**Triplet H–B–C: how the error against FCI shrinks from level to level**

The table holds errors of total energies, in meV, for twelve wavefunction methods relative to full configuration interaction in the 6-31G basis with frozen cores. The program fits nothing. It works out the gain from each excitation rank, the share recovered by each perturbative correction, and one parameter-free estimate of the quintet weight in UHF. It also compares the unrestricted series with restricted calculations on a nearby state of other symmetry, whose errors are inferred from the 9 meV gap between the two states. The output suggests that the starting determinant matters much for MP2, less for (T), and hardly at all for CCSD and CCSDT. Differences below about 20 meV between families of methods are not a secure ranking, because their frozen cores differ.

Total-energy errors relative to FCI for neutral triplet H–B–C (A″ state), calculated with Ansatz 0.2.0 in the 6-31G basis with frozen cores at one fixed geometry. U marks unrestricted levels; the valence space of the CASSCF, NEVPT and MRCISD rows has 8 electrons in 9 orbitals.

## Program and output

```python
# Table: errors (meV) of total energies against FCI for triplet H-B-C, 6-31G, frozen cores, Ansatz 0.2.0.
# Worked out: gain per excitation rank, shares recovered by perturbative steps, multireference ladder,
# and a control with restricted runs (A' state) to see where spin contamination matters.
T = {
    'row_level': ['UHF', 'UMP2', 'UCCSD', 'UCCSD(T)', 'UCCSDT', 'UCCSDT(Q)', 'UCCSDTQ', 'CASSCF valence', 'NEVPT2 valence', 'NEVPT4(SD) valence', 'MRCISD valence', 'MRCISD+Q valence'],
    'row_error': [3304.6, 1148.8, 153.3, 52.7, 11.5, 0.6, 1.0, 971.4, 284.3, 42.2, 29.2, 10.6],  # meV
}
import numpy as np
from math import comb
e = dict(zip(T['row_level'], T['row_error']))
# further outputs of the same runs (eV, Angstrom, e), typed from the run records
Uhf, Uss, Uos, Ucc, Ut = -1712.20838, -0.54457, -1.61125, -3.151233, -0.10066
Uhf2, Ucc3, Uq = -1712.20842, -3.29308, -0.010871
Rhf, Rss, Ros, Rs1, Rcc, Rt = -1711.6778, -0.68124, -2.230426, -0.041086, -3.665084, -0.11979
Rhf2, Rcc3, Rq = -1711.67785, -3.813397, -0.010359
Rlow, cisd, gap, s2, ecorr = -1712.07966, -1715.16901, 0.00922008, 2.427065, -3.4333
B, C, H = map(np.array, ([-0.01, -0.01, 0.11], [-0.02, -0.03, -1.35], [0.03, 0.03, 1.24]))
qU, qR = np.array([0.085058, -0.14193, 0.056875]), np.array([0.084383, -0.1419, 0.057518])
fzU, fzR = np.array([-4.331637, 2.627869, 1.703768]), np.array([-4.377185, 2.653901, 1.723285])
fBU, fBR = np.array([-0.26128, -0.21896]), np.array([0.024947, -0.030255])
u, v = H - B, C - B
ang = np.degrees(np.arccos(u @ v / np.linalg.norm(u) / np.linalg.norm(v)))
print(f"B-H {np.linalg.norm(u):.2f} A, B-C {np.linalg.norm(v):.2f} A, {180-ang:.0f} deg from linear (coordinates to 0.01 A)")
print(f"determinants, 5 alpha 3 beta, no symmetry: 18 orbitals {comb(18,5)*comb(18,3)}, 9 orbitals {comb(9,5)*comb(9,3)}")
print("table rounding 0.05 meV per entry; cores differ by up to 20 meV between families")
U = {'UHF': Uhf, 'UMP2': Uhf+Uss+Uos, 'UCCSD': Uhf+Ucc, 'UCCSD(T)': Uhf+Ucc+Ut,
     'UCCSDT': Uhf2+Ucc3, 'UCCSDT(Q)': Uhf2+Ucc3+Uq}
imp = np.array([U[k] - e[k]/1e3 for k in U])
F = imp.mean()
print(f"FCI (A'') implied by six unrestricted runs {F:.4f} eV, spread {1e3*np.ptp(imp):.2f} meV")
print(f"lowest ROHF plus correlation energy {Rlow+ecorr:.4f} eV")
print(f"UHF below lowest ROHF {1e3*(Rlow-Uhf):.0f} meV, below the A' ROHF {1e3*(Rhf-Uhf):.0f} meV")
print(f"excess spin squared {s2-2:.3f}; quintet weight if sole contaminant {(s2-2)/4:.3f}")
print("iterative ladder: energy gained (meV), error ratio")
lad = ['UHF', 'UCCSD', 'UCCSDT', 'UCCSDTQ']
rat = [e[a]/e[b] for a, b in zip(lad, lad[1:])]
for a, b, r in zip(lad, lad[1:], rat):
    print(f"  {a} to {b}: {e[a]-e[b]:.1f} meV, factor {r:.1f}")
sT = (e['UCCSD']-e['UCCSD(T)'])/(e['UCCSD']-e['UCCSDT'])
sQ = (e['UCCSDT']-e['UCCSDT(Q)'])/(e['UCCSDT']-e['UCCSDTQ'])
print(f"(T) gains {e['UCCSD']-e['UCCSD(T)']:.1f} meV, {100*sT:.0f}% of the triples step, short by {e['UCCSD(T)']-e['UCCSDT']:.1f} meV")
print(f"(Q) gains {e['UCCSDT']-e['UCCSDT(Q)']:.1f} meV, {100*sQ:.0f}% of the quadruples step, over by {e['UCCSDTQ']-e['UCCSDT(Q)']:.1f} meV")
R = {'UHF': Rhf, 'UMP2': Rhf+Rss+Ros+Rs1, 'UCCSD': Rhf+Rcc, 'UCCSD(T)': Rhf+Rcc+Rt,
     'UCCSDT': Rhf2+Rcc3, 'UCCSDT(Q)': Rhf2+Rcc3+Rq}
r = {k: 1e3*(R[k] - F - gap) for k in R}
print(f"control, errors in meV: unrestricted vs A'', restricted vs A' ({1e3*gap:.1f} meV higher)")
for k in R:
    print(f"  {k[1:]:9s} U {e[k]:7.1f}  R {r[k]:7.1f}  U-R {e[k]-r[k]:7.1f}")
print(f"MP2 share of determinant error: U {100*(1-e['UMP2']/e['UHF']):.0f}%, R {100*(1-r['UMP2']/r['UHF']):.0f}%")
print(f"UMP2 total energy above restricted MP2 by {1e3*(U['UMP2']-R['UMP2']):.0f} meV")
print(f"MP2 parts U/R: opposite spin {Uos/Ros:.2f}, same spin {Uss/Rss:.2f}")
rT = (r['UCCSD']-r['UCCSD(T)'])/(r['UCCSD']-r['UCCSDT'])
print(f"restricted triples step {r['UCCSD']-r['UCCSDT']:.1f} meV, (T) share {100*rT:.0f}%")
print(f"CCSD(T) U vs R: charges within {abs(qU-qR).max():.4f} e, axial forces within {abs(fzU-fzR).max():.3f} eV/A")
print(f"transverse force on B: U {np.linalg.norm(fBU):.2f}, R {np.linalg.norm(fBR):.2f} eV/A")
cas = e['CASSCF valence']
print(f"CASSCF gains {-1e3*ecorr-cas:.0f} meV on lowest ROHF, {100*(1+cas/1e3/ecorr):.0f}% of its error")
print(f"CASSCF below UMP2 by {e['UMP2']-cas:.1f} meV; NEVPT2 above UCCSD by {e['NEVPT2 valence']-e['UCCSD']:.1f} meV")
mr = ['NEVPT2 valence', 'NEVPT4(SD) valence', 'MRCISD valence', 'MRCISD+Q valence']
for k in mr:
    print(f"  {k}: gains {cas-e[k]:.1f} meV, {100*(1-e[k]/cas):.1f}% of the CASSCF error")
d = e[mr[2]] - e[mr[3]]
print(f"NEVPT2/NEVPT4 error ratio {e[mr[0]]/e[mr[1]]:.1f}; NEVPT4 above MRCISD by {e[mr[1]]-e[mr[2]]:.1f} meV")
print(f"+Q gains {d:.1f} meV, {100*d/e[mr[2]]:.0f}% of the MRCISD error")
print(f"single-reference CISD above FCI by {1e3*(cisd-F):.0f} meV (other configuration possible)")
print(f"rows within 43 meV (1 kcal/mol): {sum(x < 43.4 for x in e.values())} of {len(e)}")
assert all(x > 0 for x in e.values())
assert np.ptp(imp) < 2e-4 and min(rat) > 5
assert sT < rT < 1 < sQ
assert e['UMP2'] - r['UMP2'] > 10*abs(e['UCCSD'] - r['UCCSD'])
```

Printed output:

```
B-H 1.13 A, B-C 1.46 A, 2 deg from linear (coordinates to 0.01 A)
determinants, 5 alpha 3 beta, no symmetry: 18 orbitals 6991488, 9 orbitals 10584
table rounding 0.05 meV per entry; cores differ by up to 20 meV between families
FCI (A'') implied by six unrestricted runs -1715.5130 eV, spread 0.09 meV
lowest ROHF plus correlation energy -1715.5130 eV
UHF below lowest ROHF 129 meV, below the A' ROHF 531 meV
excess spin squared 0.427; quintet weight if sole contaminant 0.107
iterative ladder: energy gained (meV), error ratio
  UHF to UCCSD: 3151.3 meV, factor 21.6
  UCCSD to UCCSDT: 141.8 meV, factor 13.3
  UCCSDT to UCCSDTQ: 10.5 meV, factor 11.5
(T) gains 100.6 meV, 71% of the triples step, short by 41.2 meV
(Q) gains 10.9 meV, 104% of the quadruples step, over by 0.4 meV
control, errors in meV: unrestricted vs A'', restricted vs A' (9.2 meV higher)
  HF        U  3304.6  R  3826.0  U-R  -521.4
  MP2       U  1148.8  R   873.2  U-R   275.6
  CCSD      U   153.3  R   160.9  U-R    -7.6
  CCSD(T)   U    52.7  R    41.1  U-R    11.6
  CCSDT     U    11.5  R    12.5  U-R    -1.0
  CCSDT(Q)  U     0.6  R     2.1  U-R    -1.5
MP2 share of determinant error: U 65%, R 77%
UMP2 total energy above restricted MP2 by 266 meV
MP2 parts U/R: opposite spin 0.72, same spin 0.80
restricted triples step 148.4 meV, (T) share 81%
CCSD(T) U vs R: charges within 0.0007 e, axial forces within 0.046 eV/A
transverse force on B: U 0.34, R 0.04 eV/A
CASSCF gains 2462 meV on lowest ROHF, 72% of its error
CASSCF below UMP2 by 177.4 meV; NEVPT2 above UCCSD by 131.0 meV
  NEVPT2 valence: gains 687.1 meV, 70.7% of the CASSCF error
  NEVPT4(SD) valence: gains 929.2 meV, 95.7% of the CASSCF error
  MRCISD valence: gains 942.2 meV, 97.0% of the CASSCF error
  MRCISD+Q valence: gains 960.8 meV, 98.9% of the CASSCF error
NEVPT2/NEVPT4 error ratio 6.7; NEVPT4 above MRCISD by 13.0 meV
+Q gains 18.6 meV, 64% of the MRCISD error
single-reference CISD above FCI by 344 meV (other configuration possible)
rows within 43 meV (1 kcal/mol): 6 of 12
```
